## Appendix: The background-index approximation in the conductivity-to-absorption ratio of a degenerate oxide

### A.1 Where the assumption enters

For a degenerate oxide probed on the high-frequency side of its plasma edge, the ratio of dc conductivity to free-carrier absorption coefficient is usually written

$$\left(\frac{\sigma_0}{\alpha}\right)_0=\varepsilon_0 c\,n_\infty\,\omega^2\left(\frac{m\mu}{e}\right)^2,\qquad n_\infty=\sqrt{\varepsilon_\infty}. \tag{A1}$$

The electron density $n$ does not appear in (A1). It is absent only because the refractive index of the doped oxide has been replaced by the index $n_\infty$ of the carrier-free background. This appendix keeps the free-carrier part of the index and derives the resulting dependence on $n$.

The conventions are SI formulas, fields varying as $e^{-i\omega t}$, and a nonmagnetic isotropic medium with complex index $n_r+i\kappa=\sqrt{\varepsilon}$. The coefficient $\alpha=2\omega\kappa/c$ refers to intensity. The constant $\varepsilon_\infty$ is the real background permittivity at the working wavelength, $m$ is the conductivity mass at the Fermi level, $\mu$ is the drift mobility and $\tau=m\mu/e$. The Drude conductivity and the permittivity are

$$\sigma(\omega)=\frac{\sigma_0}{1-i\omega\tau},\qquad \sigma_0=ne\mu,\qquad \varepsilon=\varepsilon_\infty+\frac{i\sigma}{\varepsilon_0\omega}. \tag{A2}$$

Two dimensionless numbers control the response:

$$x=\frac{n}{n_c}=\frac{\omega_p^2}{\omega^2},\qquad n_c=\frac{\varepsilon_0\varepsilon_\infty m\omega^2}{e^2},\qquad g=\frac{1}{\omega\tau}, \tag{A3}$$

with the screened plasma frequency $\omega_p^2=ne^2/(\varepsilon_0\varepsilon_\infty m)$. Since $\sigma_0/(\varepsilon_0\omega)=\varepsilon_\infty x/g$ and $i/(g-i)=-1/(1+ig)$, (A2) becomes

$$\varepsilon=\varepsilon_\infty\left[1-\frac{x}{1+ig}\right],\qquad \varepsilon_1=\varepsilon_\infty\left[1-\frac{x}{1+g^2}\right],\qquad \varepsilon_2=\varepsilon_\infty\frac{xg}{1+g^2}. \tag{A4}$$

The real part is positive for $n<n_c(1+g^2)$, which for $g\ll1$ is the transparency bound $n<n_c$. From $\varepsilon_2=2n_r\kappa$ it follows without approximation that $\alpha=\omega\varepsilon_2/(cn_r)=\mathrm{Re}\,\sigma/(\varepsilon_0cn_r)$. With $\mathrm{Re}\,\sigma=\sigma_0/(1+\omega^2\tau^2)$,

$$\frac{\sigma_0}{\alpha}=\varepsilon_0c\,n_r\,(1+\omega^2\tau^2). \tag{A5}$$

Equation (A5) is exact within the Drude model. Two steps lead from it to (A1): the 1 is dropped against $\omega^2\tau^2$, and $n_r$ is set equal to $n_\infty$. The second step is the assumption examined here. It requires $x\ll1$, which is much stronger than the bound $x<1$. The factor $1/n_r$ in $\alpha$ has a plain origin. The power dissipated per volume is $\tfrac12\mathrm{Re}\,\sigma|E|^2$ and the intensity is $\tfrac12\varepsilon_0cn_r|E|^2$. A lower index means a larger field at the same intensity, and hence a larger fraction of the intensity lost per unit length.

### A.2 The first correction

Define the factor $F$ by $\sigma_0/\alpha=F\,(\sigma_0/\alpha)_0$. Dividing (A5) by (A1) gives

$$F=(1+g^2)\,\mathrm{Re}\sqrt{1-\frac{x}{1+ig}}. \tag{A6}$$

The series $\sqrt{1-z}=1-z/2-z^2/8-z^3/16-\dots$ converges for $|z|<1$, here for $x<\sqrt{1+g^2}$. The real parts needed are $\mathrm{Re}(1+ig)^{-1}=1/(1+g^2)$, $\mathrm{Re}(1+ig)^{-2}=(1-g^2)/(1+g^2)^2$ and $\mathrm{Re}(1+ig)^{-3}=(1-3g^2)/(1+g^2)^3$. Therefore

$$F=1+g^2-\frac{x}{2}-\frac{x^2}{8}\,\frac{1-g^2}{1+g^2}-\frac{x^3}{16}\,\frac{1-3g^2}{(1+g^2)^2}-\dots \tag{A7}$$

The first correction in density is $-n/2n_c$. Its coefficient carries no dependence on the damping, because the factor $1+g^2$ cancels in that order. Written out,

$$\frac{\sigma_0}{\alpha}\simeq\varepsilon_0c\,n_\infty\omega^2\left(\frac{m\mu}{e}\right)^2\left[1-\frac{ne^2}{2\varepsilon_0\varepsilon_\infty m\omega^2}\right]. \tag{A8}$$

For $g\to0$ the series sums to $F=\sqrt{1-x}$, which holds while $g^2\ll1$ and $gx\ll1-x$. Three consequences follow.

First, at fixed mobility and mass the ratio falls with density, with logarithmic slope

$$\frac{d\ln F}{d\ln n}=-\frac{x}{2(1-x)}. \tag{A9}$$

The absorption coefficient grows faster than linearly, as $\alpha\propto n/\sqrt{1-n/n_c}$.

Second, a tolerance on the ratio is a tighter density limit than the plasma edge. A fractional loss of at most $\delta$ requires $n<n_c[1-(1-\delta)^2]$.

Third, the square root fails at the edge itself. At $x=1$ one has $\varepsilon/\varepsilon_\infty=ig/(1+ig)$, so $F\simeq\sqrt{g/2}$ for small $g$. The ratio stays finite there, but it is far below (A1). The bound $n<n_c$ marks the change of sign of $\varepsilon_1$ and is only a necessary condition for transparency.

### A.3 Size for H-doped In$_2$O$_3$ at 1100 nm

All material inputs are assumed values, typical of crystalline H-doped In$_2$O$_3$ films: $\mu=120$ cm$^2$/Vs, $n=2\times10^{20}$ cm$^{-3}$, $m=0.28\,m_e$ and $\varepsilon_\infty=4.0$, so that $n_\infty=2.0$. Every number below is the model's for these inputs.

At $\lambda=1100$ nm, $\omega=1.712\times10^{15}$ s$^{-1}$ and $\hbar\omega=1.127$ eV. The relaxation time is $\tau=19.1$ fs, so $\omega\tau=32.7$, $g=0.0306$ and $g^2=9.3\times10^{-4}$. The critical density is $n_c=1.03\times10^{21}$ cm$^{-3}$, which gives $x=0.194$ and a plasma wavelength $\lambda/\sqrt{x}=2.50$ µm. The dc conductivity is 3845 S/cm. Equation (A1) gives $(\sigma_0/\alpha)_0=5.68$ Ω$^{-1}$, which corresponds to $\alpha_0=677$ cm$^{-1}$.

With the carriers kept in the index, $\varepsilon_1=3.23$, $\varepsilon_2=0.0237$, $n_r=1.796$ and $\kappa=0.0066$. The terms of (A7), in the order written, are

$$F=1+0.0009-0.0969-0.0047-0.0005=0.8988,$$

and the closed form (A6) gives 0.8988 as well. The ratio drops by 10 per cent to 5.11 Ω$^{-1}$, and $\alpha$ rises by 11 per cent to 753 cm$^{-1}$. The index term $x/2$ exceeds the finite-$\tau$ term $g^2$ by two orders of magnitude, so of the two steps between (A5) and (A1) only the replacement of the index matters at this wavelength.

The table varies the density at fixed $\mu$, $m$ and $\varepsilon_\infty$. The columns $F$, $\sigma_0/\alpha$ and $\alpha$ use (A6), and $\alpha_0$ uses (A1).

| $n$ (10$^{20}$ cm$^{-3}$) | $x$ | $1-x/2$ | $F$ | $\sigma_0/\alpha$ (Ω$^{-1}$) | $\alpha_0$ (cm$^{-1}$) | $\alpha$ (cm$^{-1}$) |
|---|---|---|---|---|---|---|
| 1 | 0.097 | 0.952 | 0.951 | 5.40 | 338 | 356 |
| 2 | 0.194 | 0.903 | 0.899 | 5.11 | 677 | 753 |
| 3 | 0.291 | 0.855 | 0.843 | 4.79 | 1015 | 1204 |
| 4 | 0.388 | 0.806 | 0.784 | 4.45 | 1354 | 1728 |

The slope (A9) at $2\times10^{20}$ cm$^{-3}$ is $-0.12$. A tolerance $\delta=0.1$ allows $n<0.19\,n_c=1.96\times10^{20}$ cm$^{-3}$, so the chosen density sits at about this limit, a factor of five below the plasma bound. At $n=n_c$, (A6) gives $F=0.126$ against $\sqrt{g/2}=0.124$, the ratio is 0.71 Ω$^{-1}$, and $\alpha=2.8\times10^{4}$ cm$^{-1}$.

The correction is less sensitive to the inputs than the ratio itself. Since $x\propto1/m$, assumed masses of $0.25\,m_e$ and $0.32\,m_e$ give $1-\sqrt{1-x}=11.5$ and 8.9 per cent, while the prefactor (A1) scales as $m^2$. The carrier term $\varepsilon_\infty x=0.775$ does not depend on $\varepsilon_\infty$. A shift of the background by an assumed 0.2, as could arise from interband dispersion or from band filling, changes $n_r$ and the ratio by $0.2/2\varepsilon_1=3.1$ per cent.

### A.4 Neglected terms of comparable size

**Density dependence of the mass.** Holding $m$ fixed while $n$ changes is a formal operation in a nonparabolic band. For the isotropic dispersion $E(1+CE)=\hbar^2k^2/2m_0$, differentiation gives $\hbar k/v=m_0(1+2CE)$. In the degenerate limit the Drude mass is this quantity at $k_F=(3\pi^2n)^{1/3}$:

$$m=m_0\sqrt{1+4C\gamma},\qquad \gamma=\frac{\hbar^2k_F^2}{2m_0},\qquad s_m\equiv\frac{d\ln m}{d\ln n}=\frac{4C\gamma}{3(1+4C\gamma)}. \tag{A10}$$

Typical values for In$_2$O$_3$ are $m_0=0.18\,m_e$ and $C=0.5$ eV$^{-1}$. With $k_F=1.809$ nm$^{-1}$ they give $\gamma=0.693$ eV, $m=0.278\,m_e$, $E_F=0.54$ eV and $s_m=0.19$. The input $0.28\,m_e$ of A.3 was chosen to be consistent with this band. The Fermi energy is large against $k_BT=0.026$ eV at 300 K, which justifies the degenerate limit. At fixed mobility the ratio scales as $m^2\sqrt{1-x}$ with $x\propto n/m$, so its slope is $2s_m-(1-s_m)\,x/[2(1-x)]=+0.29$. At fixed $\tau$ only the second term remains, and the slope is $-0.10$. Nonparabolicity leaves the 10 per cent at a given density and mass untouched, but in a series of films of equal mobility it outweighs the index term and reverses the trend with $n$.

**Frequency dependence of the scattering rate.** The Drude form uses one $\tau$ at all frequencies. If the rate depends on frequency, $\mathrm{Re}\,\sigma\simeq ne^2/[m\omega^2\tau(\omega)]$ for $\omega\tau\gg1$, and

$$\frac{\sigma_0}{\alpha}\simeq\varepsilon_0c\,n_\infty\sqrt{1-x}\;\omega^2\,\tau(0)\,\tau(\omega). \tag{A11}$$

The size of the effect can be estimated for static scatterers in a parabolic band at zero temperature. In second-order perturbation theory a photon is absorbed together with a scattering event $\mathbf k\to\mathbf k'$, and the amplitude is proportional to $V_q\,\mathbf A\cdot\mathbf q/\omega$, where $\mathbf q=\mathbf k'-\mathbf k$, $V_q$ is the scattering potential and $\mathbf A$ the vector potential. Initial states must be filled and final states, higher by $\hbar\omega$, empty. With energies $\epsilon$ in units of $E_F$, $y=\hbar\omega/E_F$, and densities of states proportional to $\sqrt{\epsilon}$ and $\sqrt{\epsilon+y}$,

$$\frac{\tau(0)}{\tau(\omega)}=\frac{W(y)}{W(0)},\qquad W(y)=\frac1y\int_{\max(0,\,1-y)}^{1}d\epsilon\,\sqrt{\epsilon(\epsilon+y)}\,\big\langle q^2|V_q|^2\big\rangle, \tag{A12}$$

where the brackets average over the angle between $\mathbf k$ and $\mathbf k'$. The limit $W(0)$ is proportional to the Born transport rate at the Fermi level, since $q^2=2k_F^2(1-\cos\theta)$ there.

For point scatterers $V_q$ is constant and $\langle q^2\rangle=k_F^2(2\epsilon+y)$. The integrand is the derivative of $\tfrac23[\epsilon(\epsilon+y)]^{3/2}$ and $W(0)=2$ in the same units, so for $y>1$

$$\frac{\tau(0)}{\tau(\omega)}=\frac{(1+y)^{3/2}}{3y}. \tag{A13}$$

This function has its minimum $\sqrt3/2=0.866$ at $y=2$. For $m=0.28\,m_e$ the parabolic Fermi energy is 0.445 eV and $y=2.53$. The rate falls to 0.87 of its dc value, and the ratio rises by 14 per cent. This is of the same size as the index correction and of opposite sign.

For ionized donors take $V_q\propto1/(q^2+q_s^2)$ with Thomas–Fermi screening, $q_s^2/k_F^2=4/(\pi a^*k_F)$ and $a^*=a_0\varepsilon_s m_e/m$. A typical static permittivity $\varepsilon_s=9$ gives $a^*=1.70$ nm and $q_s^2/k_F^2=0.41$. Numerical integration of (A12) then yields 0.32, so a mobility limited by such centres alone would raise the ratio by a factor 3.2. This figure is a rough one, since static screening overstates the electron response above $\omega_p$ and the band is not parabolic over 1.1 eV. Phonon scattering is inelastic and lies outside (A12). A photon of this energy opens spontaneous emission of optical phonons, which is partly blocked at dc, and this raises the optical rate. The net sign for phonons is not fixed by the present estimate.

The absolute values of $\sigma_0/\alpha$ and $\alpha$ in A.3 are therefore uncertain by more than the index correction whenever $\tau$ is taken from the dc mobility. The factor $\sqrt{1-x}$ in (A11) survives, because it is fixed by $n/m$ and $\varepsilon_\infty$. A frequency-dependent rate has a Kramers–Kronig partner that changes $x$ by a relative amount of order $g$, a few per cent of the correction.

### A.5 Films thinner than the wavelength

The coefficient $\alpha$ describes a single travelling wave. In a thin film the field is set by the whole stack. Consider normal incidence from a medium of index $n_0$ on a film of thickness $d$ on a transparent semi-infinite substrate of index $n_s$, with $k_0=2\pi/\lambda$. To first order in $\varepsilon_2$ the absorptance is $A=(k_0\varepsilon_2/n_0)\int_0^d|E|^2dz$, with $E$ the field of the lossless stack for unit incident amplitude. With $z$ measured back from the substrate, continuity of the tangential fields gives $E=t[\cos n_rk_0z-ir\sin n_rk_0z]$, where $r=n_s/n_r$ and $t$ is the transmitted amplitude. Matching at the front face fixes $t$, and with $\phi=n_rk_0d$

$$A=k_0\varepsilon_2d\;\frac{4n_0\left[\dfrac{1+r^2}{2}+(1-r^2)\dfrac{\sin2\phi}{4\phi}\right]}{(n_0+n_s)^2\cos^2\phi+(n_r+n_0r)^2\sin^2\phi}. \tag{A14}$$

For $\phi\to0$ the bracket tends to 1 and $A\to4n_0k_0\varepsilon_2d/(n_0+n_s)^2$. The film index has dropped out. In this limit the absorptance per unit sheet conductance $\sigma_0d$ is independent of $n$ at fixed $\mu$ and $m$, although $\sigma_0/\alpha$ is not.

As an example take an assumed front layer of $d=75$ nm between air and silicon, with a typical $n_s=3.5$ and no light returning from the rear of the wafer. For $n_r=1.796$ the phase is $\phi=0.77$ and the fraction multiplying $k_0\varepsilon_2d$ in (A14) is 0.3458. For $n_r=n_\infty$ at the same $\varepsilon_2$ it is 0.3435. The model's absorptance is 0.35 per cent in both cases, and the two differ by 0.7 per cent of their value, against 11 per cent for $\alpha$. How small this difference is depends on the thickness and on the surrounding indices. The index correction of A.2 thus applies in full to the bulk coefficient and to any $\alpha$ extracted from a film by a fit of $n_r$ and $\kappa$, while the parasitic absorption of a given stack has to be taken from (A14) with the carrier-lowered index.